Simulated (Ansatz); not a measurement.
## Ligand exchange: SiH2(SiH3)Cl + BH(CH3)(NH2) → SiH2(NH2)(SiH3) + BH(CH3)Cl

Species: SiH2(SiH3)Cl, singlet; BH(CH3)(NH2), singlet; SiH2(NH2)(SiH3), singlet; BH(CH3)Cl, singlet. The partners trade Cl for NH2: Si–Cl and B–NH2 bonds give way to Si–NH2 and B–Cl.

Shapes, held fixed at every level: PBE0-D4/def2-TZVP. Flexible molecules stand in one conformer, not always the lowest. Programs: Ansatz 0.2.0. Electronic energies: no zero-point or thermal term.

(1) Estimate ΔE of this reaction.

Answers

(1) The highest level, CCSD(T)/CBS estimate, gives ΔE = +91.6 kJ/mol; the levels span +89.5 to +96.6. The column of differences is taken from that level and isn't an error. No measured value is set beside it here. The CBS estimate extrapolates MP2 from def2-TZVPP and def2-QZVPP and adds CCSD(T) − MP2 in the triple-zeta set, cores frozen.

```csv
level,kind,ΔE (kJ/mol),less CCSD(T)/CBS estimate
SPW92/def2-TZVPP,LDA,+96.6,+5.0
BHLYP-D4/def2-TZVPP,global hybrid,+93.8,+2.2
PBE0-D4/def2-TZVPP,global hybrid,+93.8,+2.2
wB97X-V/def2-TZVPP,range-separated hybrid,+91.1,-0.5
MP2/def2-SVP,perturbation theory,+93.9,+2.3
CCSD/def2-SVP,coupled cluster or CI,+94.7,+3.1
CCSD(T)/def2-TZVPP,coupled cluster or CI,+89.5,-2.1
CCSD(T)/CBS estimate,coupled cluster or CI,+91.6,0.0
```

The exchange is strongly uphill, at +91.6 kJ/mol by the CCSD(T)/CBS estimate, so amide prefers boron and chloride prefers silicon. The main reason is probably the B–N π bond: in the aminoborane, the nitrogen lone pair donates into the empty p orbital of three-coordinate boron. Chlorine is a poorer π donor, its larger and more contracted-in-energy 3p lone pairs matching that orbital less well, and leaves the boron more electron-deficient. Silicon offers nitrogen only weaker delocalisation into σ* orbitals, which doesn't make up the loss. The direction fits familiar synthetic chemistry, in which chloroboranes cleave silicon–nitrogen bonds to give aminoboranes and chlorosilanes.

Every level gives the same sign, and even the LDA value, the furthest out, lies only +5.0 kJ/mol above the reference. Such agreement is plausible for an exchange between closed-shell molecules that keeps the number of bonds, since much of the error can cancel. The reaction energy alone doesn't separate the π contribution from differences in σ-bond strength.
